## Question

Reducing the volume of cadmium telluride by one per cent takes a few tenths of a gigapascal. The work stored is less than a thousandth of an electronvolt per atom, while the compound lies almost half an electronvolt per atom below its elements. Changes of volume by several per cent therefore need large pressures but use up little of the compound's energy advantage over its elements.

The table follows one crystal, zincblende CdTe, through a series of volumes. Volume is counted per atom, and the shortest distance is the Cd–Te bond length. Energy over elements is measured from solid cadmium and tellurium, so a negative value means that the compound is lower. Pressure is positive when the crystal is squeezed and negative when it must be pulled outward to keep its size.

Ansatz 0.2.0, DFT with PBE and no dispersion correction (scalar-relativistic, no spin polarization, plane waves, PAW), for zincblende CdTe at fixed atoms; cutoff 420 eV, 10×10×10 k mesh for the 2-atom cell, Gaussian smearing of 0.02 eV. Energies are taken at zero smearing, relative to solid Cd and Te in the same functional; pressure is positive in compression.

```tsv
volume (Å³/atom)	shortest distance (Å)	energy over elements (eV/atom)	pressure (GPa)
31.875	2.746	-0.391	6.120
32.962	2.777	-0.425	4.170
34.048	2.807	-0.448	2.540
34.496	2.819	-0.454	1.940
35.135	2.836	-0.461	1.170
36.221	2.865	-0.465	0.010
37.308	2.894	-0.461	-0.960
38.395	2.922	?	?
39.844	2.958	-0.432	-2.660
```

Consider the row at 38.395 Å³ per atom.

1. Within what limits must its pressure and energy lie if both curves continue smoothly?
2. What are the best values, and how far can they be trusted?
3. Would a spring of constant stiffness give the same pressure?

## Model answer

**Find the state of rest.** The energy is lowest at 36.221 Å³, where the pressure is almost zero. The row in question has a volume 6 % larger and bonds 2 % longer. Relative volume changes three times as fast as relative length, because all three edges grow together. The crystal is therefore under tension, and its pressure must be negative.

**See how the stiffness changes.** Stiffness here means the bulk modulus, the rise in pressure per relative loss of volume. Taken between neighbouring rows, it is 58 GPa at the compressed end, 33 GPa just beyond rest and 26 GPa between the last two known rows. The energies tell the same story. A squeeze of 9 % costs 0.040 eV per atom, whereas a stretch of 10 % costs only 0.033 eV.

**Give the softening a physical reason.** Standard bonding theory traces it to two influences with different reach. When atoms approach, the overlap of their electron clouds produces a repulsion that climbs steeply. The attraction from shared electrons and from opposite charges varies more gently with distance. Stretching removes the steep part first, and each further step meets less resistance. A smaller share is geometry: even bonds of constant stiffness would give a bulk modulus that falls on expansion, because their force is spread over a growing area. The table shows the softening itself; this division into causes is an argument from theory.

A diatomic molecule such as hydrogen chloride behaves in a similar way. Its energy curve has a steep inner wall and a gentle outer slope, so its bond is easier to lengthen than to shorten by the same amount. The comparison holds for the shape of the curve only. In the crystal every atom has four neighbours, and pressure is a force per area that itself grows with the cell, so the molecule supplies no value in gigapascals.

**Set limits without choosing a formula.** Pressure falls as volume grows, but ever more slowly, so its curve bends upward. A straight line between the two neighbouring rows must then run above the curve, which puts the pressure below −1.69 GPa. A line through the rows at 36.221 and 37.308 Å³, continued outward, falls too fast and gives a lower limit of −1.93 GPa.

The energy curve also bends upward, and its slope is minus the pressure. The line between the neighbouring rows gives an upper limit of −0.4486 eV per atom. The tangent at 37.308 Å³ gives a lower limit of −0.4545 eV. These limits need no formula, only that both curves keep their upward bend, and they already settle the energy to within a few thousandths of an electronvolt.

**Make a quick estimate.** At rest the stiffness is about 35 GPa, and each per cent of added volume lowers it by nearly 5 %. Halfway to the stretched volume, at 3 %, it has dropped to about 30 GPa. Multiplying this average stiffness by the full 6 % gives a pull of about 1.8 GPa. The same recipe can serve for a related tetrahedral semiconductor if its own rest stiffness and its own rate of softening are used.

**Refine the estimate.** The usual refinement measures the deformation by a finite strain f, which is zero at rest and negative in expansion:

f = ½[(V₀/V)^(2/3) − 1]

The energy E per atom is then expanded around its minimum E₀, with a quadratic term for the stiffness and a cubic term for its change:

E = E₀ + (9/2) V₀ B₀ f² [1 + (B′ − 4) f]

Here V is the volume per atom, V₀ its value at rest, B₀ the stiffness at rest and B′ the rate at which stiffness rises with pressure. Since pressure P is minus the slope of energy against volume, differentiation gives the Birch–Murnaghan equation:

P = 3 B₀ f (1 + 2f)^(5/2) [1 + (3/2)(B′ − 4) f]

A least-squares fit to the pressures of the eight known rows gives V₀ = 36.24 Å³, B₀ = 35.13 GPa and B′ = 4.77. The row in question takes no part in the fit. In nature CdTe changes to another structure at a few gigapascals, so the two most compressed rows describe zincblende held in place. They still belong in this fit, which concerns the same structure throughout.

**Work out the pressure.** The volume ratio is 36.24/38.395 = 0.9439, which gives f = −0.0189. The factor (1 + 2f)^(5/2) is 0.908, and the last bracket is 1 − 1.5 × 0.77 × 0.0189 = 0.978. Together they give

P = 3 × 35.13 GPa × (−0.0189) × 0.908 × 0.978 = −1.77 GPa.

The last bracket alters the result by only about 2 %. A modest error in B′ would therefore do little harm at this strain.

**Work out the energy.** One eV/Å³ equals 160.2 GPa, so the prefactor (9/2)V₀B₀ is 4.5 × 36.24 × 35.13/160.2 = 35.8 eV. Multiplied by f² and by the bracket 1 − 0.77 × 0.0189, it gives a cost of 0.0126 eV per atom. Added to the −0.465 eV of the rest row, this places the stretched crystal at −0.452 eV.

**Choose honest error bars.** When each known row is left out of the fit in turn, its pressure is recovered with a typical error of 0.007 GPa. A range of 0.02 GPa to either side is therefore cautious. The energies offer a separate check, because the curve was fitted to pressures only. Integrated from the rest row, it reproduces every known energy to about 0.001 eV per atom, and twice that is a fair range.

One risk lies outside these errors. A crossing of bands between the sampled wave vectors could go unnoticed at the two largest volumes. The neighbouring rows keep gaps of 0.50 and 0.32 eV at the sampled points, so the forecast assumes the same insulating state and no kink.

The forecasts for 38.395 Å³ per atom are:

- **Pressure:** −1.77 GPa, with a range from −1.79 to −1.75 GPa. The three normal stresses are equal by cubic symmetry.
- **Energy over elements:** −0.452 eV per atom, with a range from −0.454 to −0.450 eV.
- **Character:** under tension, still bound relative to the elements, and softer than at rest.

**Compare with the simple spring.** A spring that kept its rest stiffness would give −2.09 GPa, well outside the range above and also below the lower limit set by the upward bend. At 39.844 Å³, where the pressure is known, the same spring pulls too hard by 0.84 GPa, almost a third of the computed pull. The answer to the third part is no.

The withheld rows as computed:

```tsv
volume (Å³/atom)	shortest distance (Å)	energy over elements (eV/atom)	pressure (GPa)
38.395	2.922	-0.452	-1.770
```

## Remarks on the reasoning

**Both values are hits.** The computed pressure is −1.77 GPa and the computed energy −0.452 eV per atom, each equal to its forecast at the precision of the table. The equal stresses deserve no credit as a prediction, since the symmetry of the cell enforces them. The softening can be checked with the revealed pressure. Between 37.308 and 38.395 Å³ the pressure falls by 0.81 GPa, which gives a stiffness of 37.85 × 0.81/1.087 = 28 GPa, clearly below the value at rest.

**The hit is a test of interpolation.** The row has known neighbours on both sides, and a smooth curve had little room to go astray. Even the straight line between those neighbours would have missed the pressure by only 0.08 GPa, or about 5 % of the pull. The constant spring misses by 0.32 GPa, or 18 %. What earns the better result is the bend of the curve, and a student who draws that bend correctly has understood the main point.

**A good curve does not identify its cause.** The formula describes any smooth energy minimum whose stiffness changes gradually. Its success confirms the softening but cannot separate repulsion from attraction. The agreement between pressures and energies has a different value: it shows that two quantities obtained separately in the calculation are consistent with each other.

**Energy is the forgiving quantity.** Near a minimum, energy grows with the square of the strain, while pressure grows in proportion to it. A stretch of 6 % in volume therefore demands a pull of nearly 2 GPa, yet uses up less than 3 % of the energy by which the compound lies below its elements. Remaining below the elements is not the same as being mechanically safe, however. Every cell here keeps its cubic shape, so resistance to shear, to cracking or to a change of structure is untested.

**Carry over relative volumes, not absolute ones.** The functional makes the crystal too large. The measured volume is roughly 34 Å³ per atom, a rounded figure for orientation, and at 34.048 Å³ the calculation still reports a pressure of 2.54 GPa. Anyone who enters a measured volume directly would thus find a strong compression in a sample at rest. Counting the change from each crystal's own rest volume removes most of this offset. It does not mend the stiffness, which this functional usually puts too low for such compounds, so a real crystal should pull somewhat harder at the same relative stretch. Thermal and zero-point motion, absent from these energies, would shift the rest volume further.

**Do not read the electronic gap from the smooth pressure.** The revealed values show no kink that would suggest a change of electronic state. They are a weak witness, though, because a gap can narrow or close with little effect on the total energy. The computed bands say more: the gap at the zone centre narrows from 0.59 eV at rest to 0.42 eV in the revealed row. Spin–orbit coupling, which is left out here, would raise the valence edge by roughly 0.3 eV and so reduce both gaps, while the functional makes them too small by a larger amount. The measured gap at rest is about 1.5 eV, so a narrowing of this size should leave stretched CdTe a semiconductor.
